Stretch a crystal of aluminium along one cube axis, let it shrink across that axis so that the volume stays fixed, and bcc turns into fcc. The axial ratio in the table is 1 for bcc and 1.414 for fcc; the shapes in between are tetragonal. What happens to the energy and the pressure if the stretch goes one step further, to 1.5?

Bcc aluminium (a = 3.182 Å, not relaxed at this level), deformed tetragonally along [001] at a fixed 16.12 Å³ per atom. Ansatz 0.2.0, plane-wave PAW, PBEsol, scalar-relativistic, no spin polarisation, cutoff 420 eV, 24×24×24 k mesh, Gaussian smearing of 0.15 eV. Energies are free energies relative to the bcc cell; pressure is positive in compression.

| axial ratio (over its starting value) | energy change (meV/atom) | pressure (GPa) |
| --- | --- | --- |
| 0.65 | 200.3 | 10.89 |
| 0.707 | 49.1 | 6.07 |
| 0.78 | -13.3 | 3.35 |
| 0.85 | -18.1 | 2.42 |
| 0.92 | -6.7 | 2.18 |
| 1 | 0.0 | 2.21 |
| 1.1 | -13.4 | 2.04 |
| 1.2 | -53.1 | 1.55 |
| 1.3 | -88.1 | 0.81 |
| 1.414 | -99.6 | 0.28 |
| 1.5 | ? | ? |

**From 0.65 to 0.85.** The table opens with a steep wall. Squeezing the crystal along the axis pushes the neighbours on that axis together, to about 2.4 Å at a ratio of 0.65, and both energy and pressure are highest there. The fixed volume exaggerates this wall, because a cell under 10.9 GPa would lower its energy by expanding.

**From 0.85 to 1.** The energy climbs again by 18 meV an atom and reaches a local maximum at bcc. Symmetry explains why the curve is level exactly there. In a cubic crystal the three axes are equivalent, so a tiny stretch at fixed volume must change the energy by the same first-order amount along each of them. Equal stretches along all three cancel, so that amount must be zero. Symmetry doesn't say whether the flat point is a top or a bottom; the table shows a top. With a wall on one side and a top on the other, there has to be a dip between them. It is a minimum along this path only, and other distortions might still lower its energy.

**From 1 to 1.414.** The energy now falls at every step, slowly near bcc, fastest in the middle and slowly again near fcc. That is how a curve runs between two flat points, and fcc, being cubic, is the second one. The pressure is flat there by the same argument. Going on downhill past 1.414 would therefore be the wrong guess. The curve arrives at fcc from above and is level there, so its leading term should be a square, which rises on both sides.

**The step to 1.5.** Let $u=\ln(\text{axial ratio}/1.414)$ measure the distance from fcc. Elasticity theory gives the energy rise for a small stretch as

$$\Delta E=\tfrac{2}{3}\,V C' u^2,$$

where $V$ is the volume of an atom and $C'$ the stiffness against this shear. One coefficient, fitted to the rises at 1.2 and 1.3, comes to 1720 meV. It corresponds to a $C'$ of about 26 GPa, which is an average over large stretches and not the exact stiffness at fcc. At 1.5, $u=0.059$ and $u^2=0.0035$, so the rise is $1720\times0.0035\approx6$ meV.

The forecast is thus an upturn to about −94 meV an atom, with a range of 2 to 10 meV above fcc. The width comes from a test at the other cubic point. The same recipe, carried across bcc from 1.1 and 1.2 to 0.92, puts the energy about 4 meV too low.

The pressure needs more care. Its excess over fcc tells how fast the energy rise grows when the crystal is compressed. Divided by $u^2$, this excess is 47 GPa at 1.2 but 75 GPa at 1.3, so a plain parabola won't do. Lengthening and shortening an fcc crystal are not equivalent, which allows a term in $u^3$. Fitted with both terms to the rows from 1.1 to 1.3, the pressure should also turn upward, to about 0.63 GPa, with a range of 0.48 to 0.78 GPa. The range takes in two other curves through the nearest rows, which give 0.54 and 0.72 GPa. Two coefficients resting on three rows make this the weaker forecast.

The withheld rows as computed:

| axial ratio (over its starting value) | energy change (meV/atom) | pressure (GPa) |
| --- | --- | --- |
| 1.5 | -94.0 | 0.57 |

Both quantities turn upward, and both values lie within their ranges. The energy is 5.6 meV above fcc, against a forecast of 6.0 meV. Close to fcc the well is nearly symmetric, so the coefficient learned on the short side also serves on the long side. Such agreement is better than the test across bcc gave reason to expect, and it holds for a small step only: carried back to bcc, the same parabola gives about twice the computed height.

The pressure forecast is 0.06 GPa too high. The computed excess over fcc is 0.29 GPa, or about 83 GPa when divided by $u^2$. That is only a little above the 75 GPa at 1.3, whereas the fit implied about 100 GPa. The likely reason is that the fitted rows lie on the way to bcc, where the pressure curve has to level off again, and that the $u^3$ term took part of this levelling for a lopsided well at fcc.

A plausible picture of the upturn, not tested here, is crowding. In fcc all twelve neighbours sit at 2.84 Å; at 1.5 four of them have moved in to 2.78 Å and eight out to 2.87 Å. Repulsion grows faster on approach than it fades on retreat, so the uneven arrangement should cost repulsive energy. That can be only part of the story, because the same crowding would occur in any fcc metal, and the energy of the bonding electrons changes with the shape too and can outweigh it.

In tungsten, which prefers bcc, the same two shapes are flat points, but bcc is the valley and fcc the top. Symmetry makes the curve level at both cubic shapes, and the metal decides which way it bends there. The fits and the test across bcc are printed below.

Printed output of the fit:

```
energy rise above fcc over u squared at ratio 1.3, meV: 1628
energy rise above fcc over u squared at ratio 1.2, meV: 1727
pressure rise above fcc over u squared at ratio 1.3, GPa: 75.01
pressure rise above fcc over u squared at ratio 1.2, GPa: 47.16
fit of dE on 3 rows (axial_ratio > 1.15): coefficient of u2 1720 +/- 17; rms 0.391, worst 1.3 0.656, leave-one-out rms 1.59
  rows outside the fit (model, value, miss): 0.65 1039, 299.9, 739; 0.707 826.6, 148.7, 678; 0.78 608.8, 86.3, 523; 0.85 445.6, 81.5, 364; 0.92 317.8, 92.9, 225; 1.0 206.5, 99.6, 107; 1.1 108.5, 86.2, 22.3; 1.5 5.997, 5.6, 0.397
fit of dP on 4 rows (axial_ratio > 1.05): coefficient of u2 86.7 +/- 4.5, coefficient of u3 234.5 +/- 19; rms 0.0319, worst 1.3 -0.0567, leave-one-out rms 0.357
  rows outside the fit (model, value, miss): 0.65 -57.71, 10.61, -68.3; 0.707 -36.43, 5.79, -42.2; 0.78 -18.68, 3.07, -21.8; 0.85 -8.454, 2.14, -10.6; 0.92 -2.601, 1.9, -4.5; 1.0 0.6565, 1.93, -1.27; 1.5 0.3505, 0.29, 0.0605
shear stiffness C' implied by the energy fit, GPa: 25.67
forecast energy change at ratio 1.5, meV/atom: -93.6
error bar of the energy forecast, meV/atom: 4
forecast pressure at ratio 1.5, GPa: 0.6305
error bar of the pressure forecast, GPa: 0.15
test across bcc, predicted energy change at 0.92, meV/atom: -11.05
test across bcc, prediction less computed value, meV/atom: -4.347
pressure at 1.5 from a parabola through ratio 1.3 alone, GPa: 0.5415
pressure at 1.5 from a skewed curve through 1.2 and 1.3, GPa: 0.715
distance to all 12 neighbours in fcc, Angstrom: 2.835
distance to the 4 neighbours across the axis at 1.5, Angstrom: 2.78
distance to the 8 diagonal neighbours at 1.5, Angstrom: 2.865
```
